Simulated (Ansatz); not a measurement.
# C: energy above lowest point as volume scale varies

Results calculated with Ansatz 0.2.0, not measured. Free energy against uniform scaling of the volume at fixed shape and fractions; periodic cell, basis, potentials, k mesh and filling as listed.

The cell before it is scaled or strained (space group Cmme, No. 67):
```
C
1.0
      1.2280    -2.1271     0.0000
      1.2280     2.1271     0.0000
      0.0000     0.0000     7.1733
C
4
Direct
  0.08338 0.91662 0.75314
  0.58338 0.41662 0.24686
  0.91662 0.08338 0.24686
  0.41662 0.58338 0.75314
```

Settings of every row: functional r2SCAN; dispersion none; potentials PAW; wave cutoff 380 eV; density cutoff 1520 eV; k mesh 11x11x4; k shift 0x0x0; occupations fermi dirac; smearing width 0.3 eV; spin none.

Limits: a layered crystal: even scaling strains the bonds within the layers, so this curve is stiffer than the crystal under pressure; cutoff under the advised one; wide smearing; the cell comes from a prototype or a list of computed structures and needn't be the stable phase.

| row | volume scale | V (Å³/atom) | energy above lowest point (meV/atom) |
| --- | --- | --- | --- |
| 1 | 0.94 | 8.806 | 31 |
| 2 | 0.96 | 8.994 | 13.4 |
| 3 | 0.98 | 9.181 | ? |
| 4 | 1 | 9.369 | 0 |
| 5 | 1.02 | 9.556 | 3.2 |
| 6 | 1.04 | 9.743 | 11.9 |
| 7 | 1.06 | 9.931 | 26 |

Question: what energy above lowest point should row 3 give?

Worked fit of energy above lowest point. Take u = (V_r/V)^(2/3) − 1 with V_r = 9.4625 Å³ an atom, which is twice the finite (Eulerian) strain; such expansions in the strain, on which the Birch-Murnaghan equation of state is built, carry the rest volume and the bulk modulus. The shown rows have u = 0.0491, 0.03443, 0.00664, -0.00653, -0.01929, -0.0317. Least squares give energy above lowest point = 0.88 − 239.2 × u + 17398 × u² meV/atom; a straight line predicts inner rows, each left out in turn, worse (root mean square 11 against 0.13 meV/atom). The rows lie off it by -0.1, 0.1, -0.1, 0.0, -0.1, 0.1. Its lowest point lies at u = 0.0069, or V = 9.366 Å³ an atom, and the curvature there gives the bulk modulus at fixed shape and fractions, B = (4/9)(1 + u)² E″(u)/V = 268 GPa. Letting shape and atoms relax would as a rule lower it, by much in layered, chain or molecular crystals. The withheld row has u = 0.02034, so the fit gives 0.88 − 239.2 × (0.02034) + 17398 × (0.02034)² = 3.2 meV/atom.

The calculation gave 3.2 meV/atom. The fit meets it to the printed digit.
